**Ionisation energies of Ru18+ to Ru43+: shell structure, pairing, relativity and functional error**

The table holds ionisation energies of ruthenium ions with 3d, 2p, 2s and 1s outer electrons from non-relativistic unrestricted high-spin HF, PBE, PBE0 and r2SCAN calculations in PySCF, beside tabulated theoretical or semi-empirical values. The program extracts hydrogenic effective charges, fits the HF ionisation energies with Slater-Condon (2p) and Racah or pair-counting (3d) patterns on a quadratic background, and models the gap to the tabulated values by the Dirac shift plus the change from LS to jj coupling. The term patterns reproduce HF to about 0.1 to 0.2 eV, while pair counting alone leaves 1.19 eV rms in 3d. The Dirac and jj model accounts for the s and 2p₁/₂ gaps within 7% of the gap and moves the largest 2p step as tabulated, but is 9 to 14 eV too high for 2p₃/₂. A split of the PBE shift into exchange and correlation parts shows that its swings are mostly exchange and that it misses the near-degeneracy correlation of Ru40+.

Ionisation energies of Ru ions (Z = 44) from PySCF 2.14.0, as differences of total energies between ground configurations, each a single real unrestricted determinant at highest spin. The Hamiltonian is non-relativistic with a point nucleus, and the even-tempered basis sets, up to g functions, are scaled to each ion. Tabulated values run from ground level to ground level.

## The fit in Python

```python
# Table: ionisation energies (eV) of Ru ions, PySCF, unrestricted high-spin HF/PBE/PBE0/r2SCAN, non-relativistic.
# Tested: screened hydrogenic scaling, Slater-Condon steps, Dirac shift with jj filling, exchange/correlation split.
T = {
    'species': ['Ru18+', 'Ru19+', 'Ru20+', 'Ru21+', 'Ru22+', 'Ru23+', 'Ru24+', 'Ru25+', 'Ru34+', 'Ru35+', 'Ru36+', 'Ru37+', 'Ru38+', 'Ru39+', 'Ru40+', 'Ru41+', 'Ru42+', 'Ru43+'],
    'N': [26, 25, 24, 23, 22, 21, 20, 19, 10, 9, 8, 7, 6, 5, 4, 3, 2, 1],
    'config': ['[Ar] 3d8', '[Ar] 3d7', '[Ar] 3d6', '[Ar] 3d5', '[Ar] 3d4', '[Ar] 3d3', '[Ar] 3d2', '[Ar] 3d1', '[Ne]', '[He] 2s2 2p5', '[He] 2s2 2p4', '[He] 2s2 2p3', '[He] 2s2 2p2', '[He] 2s2 2p1', '[He] 2s2', '[He] 2s1', '1s2', '1s1'],
    'final': ['[Ar] 3d7', '[Ar] 3d6', '[Ar] 3d5', '[Ar] 3d4', '[Ar] 3d3', '[Ar] 3d2', '[Ar] 3d1', '[Ar]', '[He] 2s2 2p5', '[He] 2s2 2p4', '[He] 2s2 2p3', '[He] 2s2 2p2', '[He] 2s2 2p1', '[He] 2s2', '[He] 2s1', '1s2', '1s1', 'bare nucleus'],
    'nbf': ['17s 11p 8d 4f 4g', '17s 11p 8d 4f 4g', '17s 11p 8d 4f 3g', '17s 11p 8d 4f 3g', '17s 11p 8d 4f 3g', '17s 11p 8d 4f 3g', '17s 11p 8d 4f 3g', '17s 11p 8d 4f 3g', '17s 11p 6d 5f 4g', '17s 11p 6d 5f 4g', '17s 11p 6d 5f 4g', '17s 10p 6d 5f 4g', '17s 10p 6d 5f 4g', '17s 10p 6d 5f 4g', '17s 8p 5d 5f 4g', '17s 8p 5d 5f 4g', '15s 7p 4d 3f 3g', '15s 7p 4d 3f 3g'],
    'hf': [786.89, 847.64, 905.65, 988.78, 1050.32, 1117.72, 1186.51, 1252.39, 4744.51, 4917.7, 5093.34, 5330.14, 5511.82, 5695.92, 5941.11, 6115.5, 25595.32, 26340.61],  # eV
    'pbe': [1.48, 1.51, 2.86, -1.25, -0.11, 0.3, 0.3, 1.75, -1.91, 0.05, 2.54, -3.15, -1.24, 1.08, 4.77, 3.66, -6.34, -7.67],  # eV
    'pbe0': [1.63, 1.63, 2.67, -0.5, 0.37, 0.64, 0.59, 1.67, -0.94, 0.52, 2.38, -2.05, -0.67, 1.01, 3.94, 2.82, -4.47, -5.71],  # eV
    'r2scan': [2.22, 2.29, 2.78, -0.16, -0.2, 1.45, 1.58, 2.15, 1.23, 2.9, 3.55, 0.5, 2.1, 2.81, -1.17, -2.32, 1.35, 0.0],  # eV
    'ref': [784.0, 845.0, 905.0, 981.0, 1048.0, 1115.0, 1187.0, 1253.0, 4758.0, 4939.0, 5136.0, 5330.0, 5647.0, 5861.0, 6137.0, 6311.72, 26229.9, 27033.6],  # eV
    'unc': [3.0, 4.0, 4.0, 4.0, 4.0, 4.0, 4.0, 4.0, 3.0, 8.0, 11, 40, 6.0, 4.0, 6.0, 0.019, 0.011, 0.005],  # eV
    'kind': ['theoretical', 'theoretical', 'theoretical', 'theoretical', 'theoretical', 'theoretical', 'theoretical', 'theoretical', 'semi-empirical', 'semi-empirical', 'semi-empirical', 'semi-empirical', 'semi-empirical', 'semi-empirical', 'semi-empirical', 'theoretical', 'theoretical', 'theoretical'],
}
import numpy as np
from scipy.constants import physical_constants as pc, alpha
from scipy.integrate import cumulative_trapezoid as ct
Ha = pc['Hartree energy in eV'][0]; Ry = Ha/2; mc2 = Ha/alpha**2; Z = 44
sp = T['species']; N = np.array(T['N'], int); ix = {s: i for i, s in enumerate(sp)}
hf, pbe, pbe0, r2, ref, unc = (np.array(T[k], float) for k in ('hf', 'pbe', 'pbe0', 'r2scan', 'ref', 'unc'))
n = np.where(N > 18, 3, np.where(N > 2, 2, 1)); zeff = n*np.sqrt(hf/Ry); gap = ref-hf
x = 4*(pbe-pbe0); c = pbe-x
f = lambda a, k=2: ' '.join(f'{v:.{k}f}' for v in a)
print('ion  Zeff | step to next ion: HF, tabulated | tab-HF +- unc | PBE exchange x, correlation c (eV)')
for i, s in enumerate(sp):
    st = f'{hf[i+1]-hf[i]:.2f} {ref[i+1]-ref[i]:.0f}' if i+1 < len(N) and N[i]-N[i+1] == 1 else '- -'
    print(f'{s} {zeff[i]:.2f} | {st} | {gap[i]:+.1f} +- {unc[i]:g} | {x[i]:+.2f} {c[i]:+.2f}')
print(f'Ru43+: Z^2 Ry {Z*Z*Ry:.2f}, HF less this {hf[-1]-Z*Z*Ry:+.2f} eV; PBE0/PBE shift {pbe0[-1]/pbe[-1]:.3f}; x/Z {x[-1]/Z:.3f} eV')
he = (Z*Z/2-5*Z/8)*Ha
print(f'Ru42+: Z^2/2-5Z/8 gives {he:.2f}, HF less this {hf[-2]-he:+.2f} eV; table rounding 0.005 eV (0.04 in x)')
def F(q, k):  # hydrogenic Slater integral F^k of the nodeless shell n=q, eV per unit charge
    r = np.linspace(1e-4, 40*q, 200001); p = r**(2*q)*np.exp(-2*r/q); p /= ct(p, r)[-1]
    return 2*ct(p*ct(p*r**k, r, initial=0)/r**(k+1), r)[-1]*Ha
def fit(m, y, col):
    A = np.c_[np.ones(len(m)), m, m*m, col]; q = np.linalg.lstsq(A, y, rcond=None)[0]
    return q[3], y-A@q
P = (N > 4) & (N <= 10); m = N[P]-4
LS = np.array([0, 0, -5, -15, -15, -20, -30])/25; JJ = np.array([0, 0, 0, -5, -13, -20, -30])/25
F2, rp = fit(m, hf[P], LS[m-1]-LS[m])
print(f'2p, quadratic + F2: F2 {F2:.1f} eV, excess step 3F2/5 {0.6*F2:.1f} eV, hydrogenic charge {F2/F(2,2):.1f}')
print('  residuals p6..p1 (eV):', f(rp))
D = N > 18; d = N[D]-18
EB = np.array([0, 0, -8, -15, -21, -35, -35, -43, -50]); EC = np.array([0, 0, 0, 0, 0, 0, 7, 14, 21])
B1 = (9*F(3, 2)-5*F(3, 4))/441; C1 = 35*F(3, 4)/441; Ed = EB*B1+EC*C1
zd, rd = fit(d, hf[D], Ed[d-1]-Ed[d]); K, rk = fit(d, hf[D], np.where(d > 5, d-6, d-1))
print(f'3d, quadratic + Racah terms: charge {zd:.1f}, B {zd*B1:.2f}, C {zd*C1:.2f}, 14B+7C {zd*(14*B1+7*C1):.1f} eV')
print('  residuals d8..d1:', f(rd), f'rms {rd.std():.2f} eV')
print(f'3d, quadratic + parallel pairs: K {K:.2f} eV; residuals', f(rk), f'rms {rk.std():.2f}')
def dirac(q, k, z):
    a = z*alpha
    return mc2*(1-(1+(a/(q-k+np.sqrt(k*k-a*a)))**2)**-0.5)-z*z*Ry/q**2
# first-order spin-orbit corrections (eV), further outputs of the same runs, in row order
so = np.array([-0.10242, 0.86257, 1.942093, -3.130603, -1.185844, -0.15239, 1.004055, 3.464411, -39.06372,
               -0.86778, 39.9315, -83.33963, -1.747248, 85.08688, 0, 0, 0, 0])
print('ion removed | Dirac shift, jj less LS, sum | tab-HF less sum | tab-HF less first-order spin-orbit (eV)')
res = {}
for i in np.where(~D)[0]:
    k = 2 if N[i] > 6 else 1; sh = dirac(n[i], k, zeff[i]); j = 0.0
    if P[i]:
        q = N[i]-4; j = F2*((JJ[q-1]-LS[q-1])-(JJ[q]-LS[q]))
    lab = '2p3/2' if k == 2 else '2p1/2' if P[i] else f'{n[i]}s'
    res[sp[i]] = gap[i]-sh-j
    print(f'{sp[i]} {lab} | {sh:.1f} {j:+.1f} {sh+j:.1f} | {gap[i]-sh-j:+.1f} | {gap[i]-so[i]:+.1f}')
w = sorted(res, key=lambda s: -abs(res[s]))[:3]
print('largest misfits of Dirac + jj:', ', '.join(f'{s} {res[s]:+.1f} eV ({100*res[s]/gap[ix[s]]:+.0f}%)' for s in w))
print('3d tab-HF less spin-orbit (eV):', f((gap-so)[D], 1))
big = np.max(np.abs([pbe, pbe0, r2]), axis=0)
print(f'largest functional shift: 3d rows {big[D].max():.2f} eV (unc {unc[D].min():g}-{unc[D].max():g}), n<=2 rows {big[~D].max():.2f} eV')
# MP2 ionisation energies (eV), further outputs of the same runs; Ru21+ with 1s2s2p frozen
mp2 = {'Ru21+': 989.342034, 'Ru35+': 4919.31621, 'Ru40+': 5948.90198, 'Ru41+': 6115.67326, 'Ru42+': 25596.5566}
print('MP2-HF / c (eV):', ', '.join(f'{s} {v-hf[ix[s]]:.2f}/{c[ix[s]]:.2f}' for s, v in mp2.items()))
for a, b in (('Ru20+', 'Ru21+'), ('Ru36+', 'Ru37+')):
    g = lambda v: v[ix[b]]-v[ix[a]]
    print(f'change {a} to {b}: PBE {g(pbe):+.2f} (x {g(x):+.2f}, c {g(c):+.2f}), PBE0 {g(pbe0):+.2f}, r2SCAN {g(r2):+.2f} eV')
assert abs(hf[-1]-Z*Z*Ry) < 0.05
assert np.argmax(np.diff(hf[P])) == 2 and np.argmax(np.diff(ref[P])) == 3
assert 0.70 < pbe0[-1]/pbe[-1] < 0.80
assert -0.05*gap[-1] < res['Ru43+'] < 0
```

Output:

```
ion  Zeff | step to next ion: HF, tabulated | tab-HF +- unc | PBE exchange x, correlation c (eV)
Ru18+ 22.81 | 60.75 61 | -2.9 +- 3 | -0.60 +2.08
Ru19+ 23.68 | 58.01 60 | -2.6 +- 4 | -0.48 +1.99
Ru20+ 24.48 | 83.13 76 | -0.6 +- 4 | +0.76 +2.10
Ru21+ 25.57 | 61.54 67 | -7.8 +- 4 | -3.00 +1.75
Ru22+ 26.36 | 67.40 67 | -2.3 +- 4 | -1.92 +1.81
Ru23+ 27.19 | 68.79 72 | -2.7 +- 4 | -1.36 +1.66
Ru24+ 28.02 | 65.88 66 | +0.5 +- 4 | -1.16 +1.46
Ru25+ 28.78 | - - | +0.6 +- 4 | +0.32 +1.43
Ru34+ 37.35 | 173.19 181 | +13.5 +- 3 | -3.88 +1.97
Ru35+ 38.02 | 175.64 197 | +21.3 +- 8 | -1.88 +1.93
Ru36+ 38.70 | 236.80 194 | +42.7 +- 11 | +0.64 +1.90
Ru37+ 39.59 | 181.68 317 | -0.1 +- 40 | -4.40 +1.25
Ru38+ 40.25 | 184.10 214 | +135.2 +- 6 | -2.28 +1.04
Ru39+ 40.92 | 245.19 276 | +165.1 +- 4 | +0.28 +0.80
Ru40+ 41.79 | 174.39 175 | +195.9 +- 6 | +3.32 +1.45
Ru41+ 42.40 | 19479.82 19918 | +196.2 +- 0.019 | +3.36 +0.30
Ru42+ 43.37 | 745.29 804 | +634.6 +- 0.011 | -7.48 +1.14
Ru43+ 44.00 | - - | +693.0 +- 0.005 | -7.84 +0.17
Ru43+: Z^2 Ry 26340.62, HF less this -0.01 eV; PBE0/PBE shift 0.744; x/Z -0.178 eV
Ru42+: Z^2/2-5Z/8 gives 25592.31, HF less this +3.01 eV; table rounding 0.005 eV (0.04 in x)
2p, quadratic + F2: F2 96.9 eV, excess step 3F2/5 58.2 eV, hydrogenic charge 40.5
  residuals p6..p1 (eV): -0.04 0.12 -0.08 -0.09 0.13 -0.04
3d, quadratic + Racah terms: charge 29.3, B 0.47, C 1.88, 14B+7C 19.7 eV
  residuals d8..d1: 0.05 0.04 -0.07 -0.19 -0.00 0.19 0.15 -0.16 rms 0.13 eV
3d, quadratic + parallel pairs: K 3.91 eV; residuals -0.54 1.47 -0.93 0.56 -1.68 0.26 1.91 -1.04 rms 1.19
ion removed | Dirac shift, jj less LS, sum | tab-HF less sum | tab-HF less first-order spin-orbit (eV)
Ru34+ 2p3/2 | 22.2 +0.0 22.2 | -8.7 | +52.6
Ru35+ 2p3/2 | 23.9 +7.8 31.6 | -10.3 | +22.2
Ru36+ 2p3/2 | 25.6 +31.0 56.7 | -14.0 | +2.7
Ru37+ 2p3/2 | 28.1 -19.4 8.7 | -8.8 | +83.2
Ru38+ 2p1/2 | 155.8 -19.4 136.4 | -1.2 | +136.9
Ru39+ 2p1/2 | 166.6 +0.0 166.6 | -1.5 | +80.0
Ru40+ 2s | 181.7 +0.0 181.7 | +14.2 | +195.9
Ru41+ 2s | 192.8 +0.0 192.8 | +3.4 | +196.2
Ru42+ 1s | 675.3 +0.0 675.3 | -40.7 | +634.6
Ru43+ 1s | 716.3 +0.0 716.3 | -23.3 | +693.0
largest misfits of Dirac + jj: Ru42+ -40.7 eV (-6%), Ru43+ -23.3 eV (-3%), Ru40+ +14.2 eV (+7%)
3d tab-HF less spin-orbit (eV): -2.8 -3.5 -2.6 -4.6 -1.1 -2.6 -0.5 -2.9
largest functional shift: 3d rows 2.86 eV (unc 3-4), n<=2 rows 7.67 eV
MP2-HF / c (eV): Ru21+ 0.56/1.75, Ru35+ 1.62/1.93, Ru40+ 7.79/1.45, Ru41+ 0.17/0.30, Ru42+ 1.24/1.14
change Ru20+ to Ru21+: PBE -4.11 (x -3.76, c -0.35), PBE0 -3.17, r2SCAN -2.94 eV
change Ru36+ to Ru37+: PBE -5.69 (x -5.04, c -0.65), PBE0 -4.43, r2SCAN -3.05 eV
```
